\section*{Fano line shape of a Kondo resonance in tunnelling spectroscopy}

\subsection*{1. Premises and conventions}

Energies are in meV or eV and are measured from the Fermi level of the sample. The bias is $V_b$, the hybridisation $V$, and $e>0$. For $V_b>0$ the chemical potential of the tip lies at $eV_b$, so electrons enter empty sample states. Densities of states are per spin. Retarded functions $G_{AB}(\omega)=\langle\langle A;B^\dagger\rangle\rangle_{\omega+i0}$ have spectral densities $-\frac1\pi\,\mathrm{Im}\,G_{AA}\ge0$.

\textbf{P1.} The sample is a single-orbital Anderson model in zero field,
\begin{equation}
H=\sum_{k\sigma}\epsilon_k c^\dagger_{k\sigma}c_{k\sigma}+\epsilon_d\sum_\sigma n_{d\sigma}+Un_{d\uparrow}n_{d\downarrow}+V\sum_\sigma(\psi^\dagger_\sigma d_\sigma+d^\dagger_\sigma\psi_\sigma),
\end{equation}
with $\psi_\sigma=\sum_k u_kc_{k\sigma}$ and $\sum_ku_k^2=1$. Spin--orbit coupling is neglected; time-reversal symmetry then allows real host orbitals, so $u_k$, $V$ and all tunnelling amplitudes are real.

\textbf{P2.} The tip is a non-interacting metal with a flat local density of states $\rho_t$ at its apex orbital $a_\sigma$, coupled by
\begin{equation}
H_T=\sum_\sigma(a^\dagger_\sigma A_\sigma+A^\dagger_\sigma a_\sigma),\qquad A_\sigma=t_d\,d_\sigma+t_c\,\psi_\sigma ,
\end{equation}
with $t_d$, $t_c$ independent of energy and bias, and small enough for second order in $H_T$. The host orbital seen by the tip is at first the same $\psi$ that hybridises with the impurity; section 7 lifts this.

\textbf{P3.} The local Green function of the clean host,
\begin{equation}
G_0(\omega)=\sum_k\frac{u_k^2}{\omega-\epsilon_k+i0}=\mathrm{Re}\,G_0-i\pi\rho_0 ,
\end{equation}
is constant over the bias window. The hybridisation half-width is $\Delta=\pi V^2\rho_0$.

\textbf{P4.} The ground state is a screened singlet, that is, a local Fermi liquid. Its standard properties (Luttinger integral, Ward identities) are quoted where used.

\subsection*{2. The conductance measures the spectral density of $A$}

Let $|n\rangle$ be the eigenstates of $H-\mu N$, with energies $E_n$ and thermal weights $p_n$. The golden rule for moving a tip electron of energy $\omega$ into the sample, and for the reverse process, involves
\begin{equation}
\rho^>(\omega)=\sum_{mn}p_n|\langle m|A^\dagger|n\rangle|^2\delta(\omega-E_m+E_n),\quad
\rho^<(\omega)=\sum_{mn}p_m|\langle m|A^\dagger|n\rangle|^2\delta(\omega-E_m+E_n).
\end{equation}
Their sum is the Lehmann form of $\rho_A=-\frac1\pi\mathrm{Im}\,G_{AA}$. On the delta function $p_m=p_ne^{-\omega/k_BT}$, so $\rho^>=(1-f)\rho_A$ and $\rho^<=f\rho_A$, with $f$ the Fermi function; this holds for any $U$. With $f_t=f(\omega-eV_b)$ the net occupation factor is $f_t(1-f)-(1-f_t)f=f_t-f$. Summing the two equal spin contributions,
\begin{equation}
I=\frac{4\pi e}{\hbar}\rho_t\int d\omega\,[f(\omega-eV_b)-f(\omega)]\,\rho_A(\omega),
\end{equation}
\begin{equation}\label{dIdV}
\frac{dI}{dV_b}=\frac{4\pi e^2}{\hbar}\rho_t\int d\omega\,[-f'(\omega-eV_b)]\,\rho_A(\omega).
\end{equation}
At $T=0$ the kernel is a delta function and $dI/dV_b\propto\rho_A(eV_b)$.

\subsection*{3. Exact reduction to the impurity Green function}

The equations of motion are $\omega G_{AB}=\langle\{A,B^\dagger\}\rangle+\langle\langle[A,H];B^\dagger\rangle\rangle$ and $\omega G_{AB}=\langle\{A,B^\dagger\}\rangle-\langle\langle A;[B^\dagger,H]\rangle\rangle$. The interaction contains no host operator, hence
\begin{equation}
[c_k,H]=\epsilon_kc_k+Vu_kd,\qquad [c^\dagger_k,H]=-\epsilon_kc^\dagger_k-Vu_kd^\dagger .
\end{equation}
With $G_d\equiv G_{dd}$ and $g_k=(\omega-\epsilon_k+i0)^{-1}$ this gives
\begin{equation}
G_{kd}=G_{dk}=g_kVu_kG_d,\qquad G_{kk'}=\delta_{kk'}g_k+g_kVu_k\,G_d\,Vu_{k'}g_{k'} .
\end{equation}
Multiplying by $u_k$ and $u_{k'}$ and summing,
\begin{equation}
G_{\psi d}=G_{d\psi}=VG_0G_d,\qquad G_{\psi\psi}=G_0+V^2G_0^2G_d .
\end{equation}
Since $G_{AA}=t_d^2G_d+2t_dt_cG_{\psi d}+t_c^2G_{\psi\psi}$, the terms in $G_d$ form a square:
\begin{equation}\label{GAA}
G_{AA}=t_c^2G_0+(t_d+t_cVG_0)^2\,G_d .
\end{equation}
Equation \eqref{GAA} is exact for any $U$ and $T$. The bracket is the total amplitude to reach the $d$ orbital, directly ($t_d$) or through the host ($t_cVG_0$). Separating its real and imaginary parts,
\begin{equation}\label{q}
t_d+t_cVG_0=\pi t_cV\rho_0\,(q-i),\qquad q=\frac{t_d+t_cV\,\mathrm{Re}\,G_0}{\pi t_cV\rho_0}.
\end{equation}
The numerator of $q$ holds the direct path and the path through virtual host states, the denominator the path through host states on the energy shell. The replacement $d\to-d$ reverses both $t_d$ and $V$ and leaves $q$ unchanged, so the sign of $q$ is physical.

\subsection*{4. Exact line shape in terms of the self-energy}

For $U=0$ the equation of motion of $d$ closes and gives $G_d^{-1}=\omega-\epsilon_d-V^2G_0$. For $U\neq0$ the self-energy $\Sigma$ is defined by $G_d^{-1}=\omega-\epsilon_d-V^2G_0-\Sigma$, with $\mathrm{Im}\,\Sigma\le0$. Put
\begin{equation}
X=\frac{\omega-\epsilon_d-V^2\mathrm{Re}\,G_0-\mathrm{Re}\,\Sigma}{\Delta},\qquad \gamma=-\frac{\mathrm{Im}\,\Sigma}{\Delta}\ge0 ,
\end{equation}
so that $G_d=\Delta^{-1}[X+i(1+\gamma)]^{-1}$. The prefactor in \eqref{GAA} is $(\pi t_cV\rho_0)^2/\Delta=\pi t_c^2\rho_0$, and therefore
\begin{equation}\label{rhoA}
\frac{\rho_A}{t_c^2\rho_0}=1-\mathrm{Im}\,\frac{(q-i)^2}{X+i(1+\gamma)} .
\end{equation}
With $(q-i)^2=q^2-1-2iq$,
\begin{equation}
\mathrm{Im}\{(q^2-1-2iq)[X-i(1+\gamma)]\}=-(q^2-1)(1+\gamma)-2qX .
\end{equation}
Over the common denominator the numerator is $X^2+(1+\gamma)^2+(q^2-1)(1+\gamma)+2qX$, which regroups to
\begin{equation}\label{exact}
\frac{\rho_A}{t_c^2\rho_0}=\frac{(q+X)^2+\gamma\,(1+\gamma+q^2)}{X^2+(1+\gamma)^2}.
\end{equation}
No approximation to $\Sigma$ has been made. A Fano profile results when $\gamma$ is negligible and $X$ is linear in $\omega$.

\subsection*{5. Quasiparticle pole and the Fano formula}

By P4, $\mathrm{Im}\,\Sigma$ vanishes quadratically at $\omega=T=0$ and $\mathrm{Re}\,\Sigma$ is analytic there. To first order in $\omega$, $\gamma=0$ and
\begin{equation}
X\to x=\frac{\omega-\epsilon_K}{\Gamma_K},\qquad \Gamma_K=Z\Delta,\qquad Z=\left[1-\partial_\omega\mathrm{Re}\,\Sigma(0)\right]^{-1},
\end{equation}
with $\epsilon_K=Z[\epsilon_d+V^2\mathrm{Re}\,G_0+\Sigma(0)]$. This is $G_d\simeq Z/(\omega-\epsilon_K+i\Gamma_K)$, a Lorentzian of half-width $\Gamma_K$, weight $Z$ and height $1/\pi\Delta$. The small weight cancels against the small width, which is why the Kondo feature modulates $\rho_A$ by an amount of order one although $Z\ll1$. Equations \eqref{dIdV} and \eqref{exact} give at $T=0$
\begin{equation}\label{fano}
\frac{dI}{dV_b}=G_\infty F(x),\qquad F=\frac{(q+x)^2}{1+x^2},\qquad x=\frac{eV_b-\epsilon_K}{\Gamma_K},
\end{equation}
with $G_\infty=4\pi e^2\rho_t\rho_0t_c^2/\hbar$. This is the profile of Fano (1961).

\emph{Position.} For a flat host $G_d=\partial_\omega\ln G_d^{-1}+G_d\,\partial_\omega\Sigma$. The imaginary part of the integral of the last term over $\omega<0$ vanishes (Luttinger), so $n_{d\sigma}=[\pi-\arg G_d^{-1}(0)]/\pi\equiv\delta/\pi$, because $\arg G_d^{-1}(-\infty)=\pi$. Since $G_d^{-1}(0)=\Delta(X(0)+i)$, one has $X(0)=-\cot\delta$, and
\begin{equation}\label{friedel}
\epsilon_K=\Gamma_K\cot\frac{\pi n_d}{2},\qquad \left.\frac{dI}{dV_b}\right|_{V_b=0}=G_\infty\,(q\sin\delta-\cos\delta)^2 .
\end{equation}
The zero-bias value is exact at $T=0$, since $\gamma(0)=0$. If $G_0$ varies far from the Fermi level, $n_d$ in this Friedel sum rule stands for the total charge displaced by the impurity. In the Kondo limit $n_d\to1$, $\delta\to\pi/2$ and $\epsilon_K\to0$.

\emph{Shape.} One may write
\begin{equation}
F=1+\frac{q^2-1}{1+x^2}+\frac{2qx}{1+x^2},\qquad \frac{dF}{dx}=\frac{2(q+x)(1-qx)}{(1+x^2)^2}.
\end{equation}
The minimum is $F=0$ at $x=-q$, where the resonant and non-resonant amplitudes cancel, and the maximum is $F=1+q^2$ at $x=1/q$. For $q=0$, $F=1-1/(1+x^2)$ is a symmetric Lorentzian dip: the tip sees the on-shell host state, which the impurity removes at $\delta=\pi/2$. For $|q|\to\infty$, $F/q^2\to1/(1+x^2)$ is a Lorentzian peak, the image of the $d$ spectral density. For $|q|=1$ the deviation from the background is odd in $x$. For $q>0$ the dip lies on the negative-bias side of $\epsilon_K$.

\subsection*{6. The width, the Kondo temperature and the neglected damping}

Take $\delta=\pi/2$ and the particle--hole symmetric fixed point, where $X$ is odd in $\omega$ and its first correction is cubic. The quasiparticles have density $\tilde\rho=1/\pi\Gamma_K$ at the Fermi level and a residual interaction $\tilde U$. The Ward identities give the impurity susceptibilities
\begin{equation}
\chi_s=\tfrac12(g\mu_B)^2\tilde\rho\,(1+\tilde U\tilde\rho),\qquad \chi_c=2\tilde\rho\,(1-\tilde U\tilde\rho).
\end{equation}
In the Kondo limit the charge is frozen, $\chi_c\ll\tilde\rho$, so $\tilde U\tilde\rho=1$ and $\chi_s=(g\mu_B)^2/\pi\Gamma_K$. Defining $T_K$ by $\chi_s=(g\mu_B)^2/4k_BT_K$,
\begin{equation}\label{TK}
\Gamma_K=\frac4\pi k_BT_K=1.27\,k_BT_K .
\end{equation}
Other definitions of $T_K$ change the factor, so the convention-free statement is $\Gamma_K\sim k_BT_K$.

The leading damping is the decay of a quasiparticle into two quasiparticles and a hole, with the full vertex $\tilde U$:
\begin{equation}
-Z\,\mathrm{Im}\,\Sigma=\pi\tilde U^2\tilde\rho^3J,\quad J=\int d\epsilon_2\,d\epsilon_3\,[f_1(1-f_2)(1-f_3)+(1-f_1)f_2f_3],
\end{equation}
with $\epsilon_1=\epsilon_2+\epsilon_3-\omega$. At $T=0$ and $\omega>0$ the first term is one on the triangle $\epsilon_2,\epsilon_3>0$, $\epsilon_2+\epsilon_3<\omega$, of area $\omega^2/2$, and the second term is zero; at finite $T$ the integral is $J=[\omega^2+(\pi k_BT)^2]/2$. Dividing by $Z\Delta=\Gamma_K$,
\begin{equation}\label{gamma}
\gamma=(\tilde U\tilde\rho)^2\,\frac{\omega^2+(\pi k_BT)^2}{2\Gamma_K^2}\;\to\;\frac{x^2}{2}+\frac{(\pi k_BT)^2}{2\Gamma_K^2}.
\end{equation}
This term rivals the Lorentzian curvature. At $T=0$,
\begin{equation}
\pi\Delta\rho_d=\frac{1+\gamma}{X^2+(1+\gamma)^2}=1-x^2-\gamma+\dots=1-\tfrac32x^2+\dots ,
\end{equation}
whereas the pole alone gives $1-x^2$. Equation \eqref{fano} with $\Gamma_K=Z\Delta$ is thus exact through first order in $\omega$ and lacks one third of the curvature of $\rho_d$ at second order. Moreover, at $X=-q$ equation \eqref{exact} equals $\gamma$ to first order, so inelastic scattering fills the Fano zero unless the zero lies at the Fermi level.

The effect at $|x|\sim1$ can be sized with the interpolation of Frota (1992), an empirical form and no exact result,
\begin{equation}\label{frota}
\Delta\,G_d=-i\,(1-iy)^{-1/2},\qquad y=\omega/\Gamma_F .
\end{equation}
Its inverse is $i(1-iy)^{1/2}=y/2+i(1+y^2/8)+\dots$; the choice $\Gamma_F=\Gamma_K/2$, or $y=2x$, reproduces both $X=x$ and $\gamma=x^2/2$. Write $y=\tan\theta$ and $q=\tan\alpha$. Then $(1-iy)^{-1/2}=\cos^{1/2}\!\theta\;e^{i\theta/2}$ and $(q-i)^2=-(1+q^2)e^{2i\alpha}$, and \eqref{rhoA} becomes
\begin{equation}
F_{\rm Fr}=1-(1+q^2)\cos^{1/2}\!\theta\,\cos(\theta/2+2\alpha).
\end{equation}
The derivative vanishes where $\sin(3\theta/2+2\alpha)=0$. For $q>0$ the extrema are
\begin{equation}\label{frext}
\theta_-=-\frac{4\alpha}{3},\quad\theta_+=\frac{2\pi-4\alpha}{3},\qquad F_{\rm Fr}(\theta_\mp)=1\mp(1+q^2)\cos^{3/2}\theta_\mp ,
\end{equation}
each being present when $|\theta_\mp|<\pi/2$. The half-maximum of $\rho_d$ follows from $\cos\theta\,(1+\cos\theta)/2=1/4$, so $\cos\theta=(\sqrt3-1)/2$, $y=2.54$, and the half-width is $1.27\,\Gamma_K$. A Lorentzian fitted to a Kondo resonance therefore has no unique width: matching the curvature gives $\sqrt{2/3}\,\Gamma_K=1.04\,k_BT_K$, matching the slope of $X$ gives $1.27\,k_BT_K$, and matching the half-width of \eqref{frota} gives $1.62\,k_BT_K$.

\subsection*{7. Host channels that bypass the impurity}

A real tip couples to its own combination of host states, $A=t_dd+\sum_k\tau_kc_k$, while the impurity couples through $V_k=Vu_k$. Define $g_{ab}=\sum_ka_kb_kg_k=\mathrm{Re}\,g_{ab}-i\pi\rho_{ab}$. The sums of section 3 now give $G_{AA}=g_{\tau\tau}+(t_d+g_{\tau V})^2G_d$, with $\Delta=\pi\rho_{VV}$. Repeating section 4,
\begin{equation}\label{eta}
\rho_A=\rho_{\tau\tau}\,[\,1-\eta+\eta F\,],\qquad \eta=\frac{\rho_{\tau V}^2}{\rho_{\tau\tau}\rho_{VV}},\qquad q=\frac{t_d+\mathrm{Re}\,g_{\tau V}}{\pi\rho_{\tau V}} .
\end{equation}
The $\rho_{ab}$ are scalar products on the energy shell, so the Cauchy--Schwarz inequality gives $0\le\eta\le1$, with $\eta=1$ for $\tau_k=t_cu_k$, where \eqref{q} is recovered. The profile keeps its shape, has amplitude $\eta$ and sits on a flat background. Moving the tip sideways changes $g_{\tau V}$ and $t_d$, hence $q$ and $\eta$, but not $\Gamma_K$ or $\epsilon_K$.

\subsection*{8. Thermal smearing by the tip}

In \eqref{dIdV} the kernel acts on $h(s)=1/(s+z)$, with $s=\omega-eV_b$ and $z=eV_b-\epsilon_K+i\Gamma_K$, which is analytic for $\mathrm{Im}\,s\ge0$. Near $s=i\omega_n$, $\omega_n=(2n+1)\pi k_BT$, one has $-f'\simeq-k_BT/(s-i\omega_n)^2$, so the residue of $-f'h$ is $-k_BT\,h'(i\omega_n)=k_BT/(i\omega_n+z)^2$. The contour is closed on a distant line parallel to the real axis, midway between poles, where $f'$ is integrable and $h\to0$. Summing over $n\ge0$ gives the trigamma function $\psi_1$, and with $\tau=k_BT/\Gamma_K$
\begin{equation}\label{thermal}
F_T(x)=1-\mathrm{Im}\left[(q-i)^2\,\frac{-i}{2\pi\tau}\,\psi_1\!\left(\frac12+\frac{1-ix}{2\pi\tau}\right)\right]\simeq F+\frac{\pi^2\tau^2}{6}F'' .
\end{equation}
At the minimum $F''=2/(1+q^2)$. This smearing is of the same order $\tau^2$ as the intrinsic term in \eqref{gamma}, and both must be kept together.

\subsection*{9. Range of validity}

(i) \emph{Weak tunnelling.} The sample must stay in equilibrium: the junction conductance is far below $e^2/h$ and the time between electrons, $e/I$, far exceeds $\hbar/\Gamma_K$. Near contact the tip becomes a second screening bath and section 2 fails.

(ii) \emph{Constant amplitudes.} For a barrier of mean height $\phi+eV_b/2-\omega$ and width $z_0$, the transmission is $e^{-2\kappa z_0}$ with $\kappa=\sqrt{2m\phi}/\hbar$ and $d(2\kappa z_0)/d\phi=\kappa z_0/\phi$. At $\omega=eV_b$ it changes by the fraction $\kappa z_0eV_b/2\phi$. For a flat spectrum the bias dependence of the transmission at lower energies cancels this to first order; for a structured one a distortion of this order remains.

(iii) \emph{Smooth host.} For a flat band from $-D_1$ to $D_2$, $\mathrm{Re}\,G_0=\rho_0\ln[(D_1+\omega)/(D_2-\omega)]$, so $q$ drifts by $\omega\,(D_1^{-1}+D_2^{-1})/\pi$. Band edges must be far on the scale $\Gamma_K$.

(iv) \emph{Energy and temperature.} Equations \eqref{GAA} and \eqref{exact} are exact in the model. Equation \eqref{fano} is controlled for $|eV_b|,\pi k_BT\ll\Gamma_K$, is a fitting form for $|eV_b|\sim\Gamma_K$, and fails for $|eV_b|\gg\Gamma_K$, where the Kondo tails fall logarithmically, more slowly than either a Lorentzian or \eqref{frota}. For small $U$, $\tilde U\tilde\rho\to0$ and the Fano form becomes exact.

(v) \emph{One screened orbital in zero field.} Several $d$ orbitals of different symmetry add terms, each with its own $q$, $\eta$ and $\Gamma_K$. Zeeman or anisotropy splittings comparable with $\Gamma_K$, and underscreened spins, lie outside P1 and P4.

(vi) \emph{Interpretation of $q$.} A fit fixes only the sum of $t_d/\pi t_cV\rho_0$ and $\mathrm{Re}\,G_0/\pi\rho_0$.

\subsection*{10. Illustration: Co on Au(111)}

Given inputs, typical or approximate for this system: $\Gamma_K=6$ meV, $q=0.7$, $\Delta=0.2$ eV, $\rho_0=0.14$ eV$^{-1}$ per atom and spin, and a surface-state band edge $D_1=0.5$ eV below the Fermi level. Assumed conditions: $\epsilon_K=0$, $T=4.2$ K, $I=1$ nA, $z_0=5$ \AA, window $|eV_b|\le3\Gamma_K=18$ meV, and $\eta=0.2$. The work function of Au(111) is the compiled value 5.33 eV (Patra 2017), used as the barrier height without image lowering.

\emph{Scales.} $Z=\Gamma_K/\Delta=0.03$. Equation \eqref{TK} gives $k_BT_K=4.7$ meV, or $T_K=55$ K. Had the same 6 meV been a fitted Lorentzian half-width, it would mean 67 K if matched to the curvature, 43 K if matched to the half-width of \eqref{frota}, and 70 K with the convention $\Gamma_K=k_BT_K$. A $T_K$ quoted from a Fano fit is uncertain by tens of per cent until its convention is stated. An occupation $n_d=0.9$ would shift the resonance by $\epsilon_K=0.95$ meV according to \eqref{friedel}.

\emph{Line shape at $T=0$.} The Fano extrema lie at $-q\Gamma_K$ and $\Gamma_K/q$. For \eqref{frext}, $\Gamma_F=3$ meV, $\alpha=0.611$, $\theta_-=-0.814$, $\theta_+=1.280$, and $eV_b=\Gamma_F\tan\theta_\mp$.
\begin{center}
\begin{tabular}{lcccccc}
 & \multicolumn{3}{c}{Fano} & \multicolumn{3}{c}{with damping, eq.~\eqref{frota}}\\
 & $eV_b$ (meV) & $F$ & $1-\eta+\eta F$ & $eV_b$ (meV) & $F_{\rm Fr}$ & $1-\eta+\eta F_{\rm Fr}$\\
minimum & $-4.2$ & 0 & 0.80 & $-3.2$ & 0.15 & 0.83\\
zero bias & 0 & 0.49 & 0.90 & 0 & 0.49 & 0.90\\
maximum & 8.6 & 1.49 & 1.10 & 10.0 & 1.23 & 1.05
\end{tabular}
\end{center}
The spectrum is an asymmetric dip with a hump at positive bias. The damping neglected in \eqref{fano} leaves the zero-bias value untouched but lowers the peak-to-dip amplitude from 1.49 to 1.08, by 28 per cent, so it is no small correction. The one-channel case $\eta=1$, with a conductance falling to zero, overstates the depth of the feature on real Co/Au(111) by a large factor: there the conductance stays a sizeable fraction of the background, because most of the current uses channels that bypass the Kondo orbital. The value $\eta=0.2$ is an assumption that illustrates this and predicts nothing. Co also has several partly filled $d$ orbitals, so all parameters above are effective ones.

\emph{Origin of $q$.} In the one-channel model $\pi V\rho_0=\sqrt{\pi\Delta\rho_0}=0.30$. If $\mathrm{Re}\,G_0=0$, $q=0.7$ requires $t_d/t_c=0.21$. If $t_d=0$, a flat band with $D_1/D_2=e^{\pi q}=9.0$ gives the same $q$. The line shape cannot distinguish the two.

\emph{Remaining corrections.} At 4.2 K, $k_BT=0.36$ meV and $\tau=0.060$. At $x=-q$ the tip smearing \eqref{thermal} raises $F$ by 0.008, and the thermal part of \eqref{gamma} adds $(\pi\tau)^2/2=0.018$; both are small against the inelastic filling 0.15. The ratio of time scales is $\hbar I/e\Gamma_K=6.8\times10^{-4}$. The barrier gives $\kappa=1.18$ \AA$^{-1}$ and a distortion $\kappa z_0eV_b/2\phi=0.010$ at the edge of the window, against a feature of relative amplitude $\eta(1+q^2)=0.30$. The surface-state edge, if it carried all the hybridisation, would move $q$ by $eV_b/\pi D_1=0.011$. Conditions (i) to (iii) hold to about one per cent of the background, and the accuracy of the Fano description is set by the non-Lorentzian form of the Kondo resonance and by the multi-orbital nature of Co.